**Cutoff convergence of a Cr Troullier-Martins pseudo-atom: forecasts for withheld rows**

The table holds the excess of the lowest s, p, d and f pseudo-atom levels over their 400 Ry values, and their occupation-weighted sum, against the spherical Bessel cutoff (ld1.x 7.5, PBE, scalar-relativistic, semicore 3s and 3p in the valence). The program checks the weighting $2s+6p+5d$ and the sign of the d level, fits a Gaussian kinetic tail mixed with a box state to the d column from 10 to 80 Ry, and compares it with a parabola in the logarithm. It forecasts the rows at 40, 60 and 200 Ry from the other rows alone, using logarithmic interpolation for s and p. Up to 30 Ry the lowest d level is an unbound box state, and the Gaussian tail fails at 100 and 140 Ry. The d forecasts are off by −7% and +2% of the computed values at 40 and 60 Ry, both p forecasts there fall outside their bars, and the 200 Ry row is at print resolution.

Levels of the Cr pseudo-atom from ld1.x 7.5 (scalar-relativistic PBE) in spherical Bessel functions (20 bohr box, fixed reference potential), less their values at 400 Ry. The separable Troullier-Martins potential has valence 3s2 3p6 3d5 4s0.75 4p0.25, radii of 1.4 (s), 1.45 (p) and 1.55 bohr (d), a smoothed all-electron local part and a core correction.

## Script

```python
# Table: ld1.x 7.5, Cr Troullier-Martins pseudo-atom (PBE, scalar-relativistic); level excess (mRy) over the
# 400 Ry value vs Bessel cutoff. Tested: Gaussian kinetic tail + box state for d; forecasts of withheld rows.
T = {
    'cutoff': [10, 15, 21, 30, 40, 50, 60, 80, 100, 140, 200, 300],  # Ry
    'sum_of_levels_error': [10940, 6296, 3821, 1960, 1303, 632.3, 258.9, 28.11, 1.735, 0.5275, 0.05, 0.0],  # mRy
    'lowest_s_level_excess': [140.0, 45.73, 40.33, 24.53, 5.54, 1.67, 1.54, 0.7, 0.07, 0.01, 0.0, 0.0],  # mRy
    'lowest_p_level_excess': [1544, 804.8, 396.0, 93.81, 18.15, 2.04, 0.45, 0.3, 0.08, 0.0, 0.0, 0.0],  # mRy
    'lowest_d_level_excess': [273.8, 273.2, 272.1, 269.4, 236.4, 123.3, 50.56, 4.96, 0.22, 0.1, 0.01, 0.0],  # mRy
    'lowest_f_level_excess': [0, 0, 0, 0, 0, 0, 0, 0, 0, 0, 0, 0],  # mRy
}
HELD = [4, 6, 10]  # rows withheld from the fit
import numpy as np
from scipy.special import gammaincc, spherical_jn
from scipy.optimize import least_squares, brentq
E = np.array(T['cutoff'], float)
C = {k: np.array(T['lowest_%s_level_excess' % k], float) for k in 'spdf'}
C['sum'] = np.array(T['sum_of_levels_error'], float)
kn = [i for i in range(len(E)) if i not in HELD]
K = {k: {E[i]: C[k][i] for i in kn} for k in C}; Ek = sorted(K['d'])
d400, f400, R, tol = -240.86, 89.71, 20.0, 0.005  # mRy, mRy, bohr: further results/settings of the run; rounding
print('rounding floor of levels 0.005 mRy, of 5d 0.025 mRy; sum has 4 figures')
for l, a, b in ((2, 5, 6.5), (3, 6.5, 7.5)):
    print('free particle in 20 bohr box, l=%d: %.1f mRy' % (l, 1e3*(brentq(lambda x: spherical_jn(l, x), a, b)/R)**2))
print('run f level %.2f mRy; E(Ry) q(1/bohr) q*r_d | d level, remainder sum-(2s+6p+5d) mRy | %%s %%p %%d' % f400)
rem = {}
for e in Ek:
    s, p, d, t = (K[k][e] for k in ('s', 'p', 'd', 'sum')); rem[e] = t-2*s-6*p-5*d
    if t > 0: print('%4d %5.2f %5.2f | %7.1f %7.3f | %4.1f %4.1f %4.1f' % (e, e**.5, 1.55*e**.5, d+d400, rem[e], 200*s/t, 600*p/t, 500*d/t))
print('50 Ry: d/s %.0f, d/p %.0f (radii s 1.4, p 1.45, d 1.55 bohr)' % (K['d'][50]/K['s'][50], K['d'][50]/K['p'][50]))
for k in 'spd':
    print(k, 'dln/dE (1/Ry):', ' '.join('%d-%d:%.3f' % (a, b, np.log(K[k][b]/K[k][a])/(b-a)) for a, b in zip(Ek, Ek[1:]) if K[k][b] > 0))
low = lambda D, B, V: (D+B)/2-np.sqrt((D-B)**2/4+V*V)
def A(e, x): return low(np.exp(x[0])*gammaincc(4.5, e/x[1]), x[2], x[3])-low(0, x[2], x[3])
ef = np.array([e for e in Ek if e <= 80]); y = np.array([K['d'][e] for e in ef])
x = least_squares(lambda x: (A(ef, x)-y)/np.where(ef <= 30, 0.5, 0.02*y), [7.4, 6.4, 266, 50]).x
print('model A: A=%.0f mRy E0=%.2f Ry B=%.1f mRy V=%.1f mRy (4 parameters, 6 rows)' % (np.exp(x[0]), x[1], x[2], abs(x[3])))
print('A-table mRy:', ' '.join('%d:%+.2f' % (e, A(e, x)-K['d'][e]) for e in ef))
print('A outside fit: 100 Ry %.2f vs %.2f; 140 Ry %.3f vs %.2f' % (A(100, x), K['d'][100], A(140, x), K['d'][140]))
lp = lambda es, v, e: np.polyval(np.polyfit(es, np.log(v), len(es)-1), e)
P = {}
for i in HELD:
    e = E[i]; j = int(np.searchsorted(Ek, e)); a, b = Ek[j-1], Ek[j]; q = {'f': (0, 0, 0)}
    if K['d'][b] > 0:
        for k in 'sp':
            g = lambda es: lp(es, [K[k][u] for u in es], e)
            c = g([a, b]); w = max(abs(g([Ek[j-2], a, b])-c), abs(g([a, b, Ek[j+1]])-c))
            q[k] = (np.exp(c), max(np.exp(c-w), K[k][b]), min(np.exp(c+w), K[k][a]))
        pl = K['d'][140]; mB = pl+np.exp(lp([50, 80, 100], [K['d'][u]-pl for u in (50, 80, 100)], e)); mA = A(e, x)
        c = (mA+mB)/2; w = abs(mA-mB)/2+0.05*c; q['d'] = (c, c-w, c+w)
        r = np.exp(lp([a, b], [rem[a], rem[b]], e)); r = (r, r, r)
        print('%d Ry d: model A %.1f, model B %.1f, computed %.2f mRy; misses A %+.1f%%, B %+.1f%%' % (e, mA, mB, C['d'][i], 100*(mA/C['d'][i]-1), 100*(mB/C['d'][i]-1)))
    else:  # upper neighbour prints as zero: take half the rounding floor, bar a factor 2.5
        c = np.exp(lp([a, b], [K['d'][a], tol/2], e)); q['d'] = (c, c/2.5, c*2.5)
        for k in 'sp': q[k] = (0, 0, K[k][a])
        r = (0, 0, rem[a])
    q['sum'] = tuple(2*q['s'][n]+6*q['p'][n]+5*q['d'][n]+r[n] for n in range(3)); P[i] = q
print('E col: forecast [low, high] | computed | forecast-computed (mRy)')
for i in HELD:
    for k in ('s', 'p', 'd', 'f', 'sum'):
        c, lo, hi = P[i][k]; v = C[k][i]
        print('%d %s: %.4g [%.4g, %.4g] | %.4g | %+.3g%s %s' % (E[i], k, c, lo, hi, v, c-v, ' (%+.0f%%)' % (100*(c/v-1)) if v else '', 'in' if lo-tol <= v <= hi+tol else 'MISS'))
    t = C['sum'][i]
    print('  d level forecast %.1f, computed %.1f mRy; d share %.1f%%; remainder %.3f mRy' % (P[i]['d'][0]+d400, C['d'][i]+d400, 500*C['d'][i]/t if t else 0, t-2*C['s'][i]-6*C['p'][i]-5*C['d'][i]))
assert all(K[k][a] >= K[k][b] for k in C for a, b in zip(Ek, Ek[1:]))
assert all(abs(rem[e]) <= 0.02*K['sum'][e]+0.01 for e in Ek)
assert all((K['d'][e]+d400 > 0) == (e <= 30) for e in Ek)
assert K['d'][50] > 10*max(K['s'][50], K['p'][50])
```

Running it gives:

```
rounding floor of levels 0.005 mRy, of 5d 0.025 mRy; sum has 4 figures
free particle in 20 bohr box, l=2: 83.0 mRy
free particle in 20 bohr box, l=3: 122.1 mRy
run f level 89.71 mRy; E(Ry) q(1/bohr) q*r_d | d level, remainder sum-(2s+6p+5d) mRy | %s %p %d
  10  3.16  4.90 |    32.9  27.000 |  2.6 84.7 12.5
  15  3.87  6.00 |    32.3   9.740 |  1.5 76.7 21.7
  21  4.58  7.10 |    31.2   3.840 |  2.1 62.2 35.6
  30  5.48  8.49 |    28.5   1.080 |  2.5 28.7 68.7
  50  7.07 10.96 |  -117.6   0.220 |  0.5  1.9 97.5
  80  8.94 13.86 |  -235.9   0.110 |  5.0  6.4 88.2
 100 10.00 15.50 |  -240.6   0.015 |  8.1 27.7 63.4
 140 11.83 18.34 |  -240.8   0.007 |  3.8  0.0 94.8
50 Ry: d/s 74, d/p 60 (radii s 1.4, p 1.45, d 1.55 bohr)
s dln/dE (1/Ry): 10-15:-0.224 15-21:-0.021 21-30:-0.055 30-50:-0.134 50-80:-0.029 80-100:-0.115 100-140:-0.049
p dln/dE (1/Ry): 10-15:-0.130 15-21:-0.118 21-30:-0.160 30-50:-0.191 50-80:-0.064 80-100:-0.066
d dln/dE (1/Ry): 10-15:-0.000 15-21:-0.001 21-30:-0.001 30-50:-0.039 50-80:-0.107 80-100:-0.156 100-140:-0.020
model A: A=1769 mRy E0=6.38 Ry B=265.4 mRy V=52.5 mRy (4 parameters, 6 rows)
A-table mRy: 10:-0.31 15:+0.02 21:+0.39 30:-0.10 50:+0.03 80:-0.00
A outside fit: 100 Ry 0.44 vs 0.22; 140 Ry 0.003 vs 0.10
40 Ry d: model A 245.5, model B 195.1, computed 236.40 mRy; misses A +3.8%, B -17.5%
60 Ry d: model A 45.8, model B 57.2, computed 50.56 mRy; misses A -9.5%, B +13.2%
E col: forecast [low, high] | computed | forecast-computed (mRy)
40 s: 6.4 [4.872, 8.408] | 5.54 | +0.86 (+16%) in
40 p: 13.83 [10.72, 17.85] | 18.15 | -4.32 (-24%) MISS
40 d: 220.3 [184.1, 256.5] | 236.4 | -16.1 (-7%) in
40 f: 0 [0, 0] | 0 | +0 in
40 sum: 1198 [994.9, 1407] | 1303 | -105 (-8%) in
  d level forecast -20.6, computed -4.5 mRy; d share 90.7%; remainder 1.020 mRy
60 s: 1.25 [0.82, 1.67] | 1.54 | -0.29 (-19%) in
60 p: 1.077 [0.6466, 1.793] | 0.45 | +0.627 (+139%) MISS
60 d: 51.51 [43.21, 59.81] | 50.56 | +0.949 (+2%) in
60 f: 0 [0, 0] | 0 | +0 in
60 sum: 266.7 [221.7, 313.3] | 258.9 | +7.78 (+3%) in
  d level forecast -189.4, computed -190.3 mRy; d share 97.6%; remainder 0.320 mRy
200 s: 0 [0, 0.01] | 0 | +0 in
200 p: 0 [0, 0] | 0 | +0 in
200 d: 0.02507 [0.01003, 0.06269] | 0.01 | +0.0151 (+151%) in
200 f: 0 [0, 0] | 0 | +0 in
200 sum: 0.1254 [0.05015, 0.3409] | 0.05 | +0.0754 (+151%) in
  d level forecast -240.8, computed -240.9 mRy; d share 100.0%; remainder 0.000 mRy
```
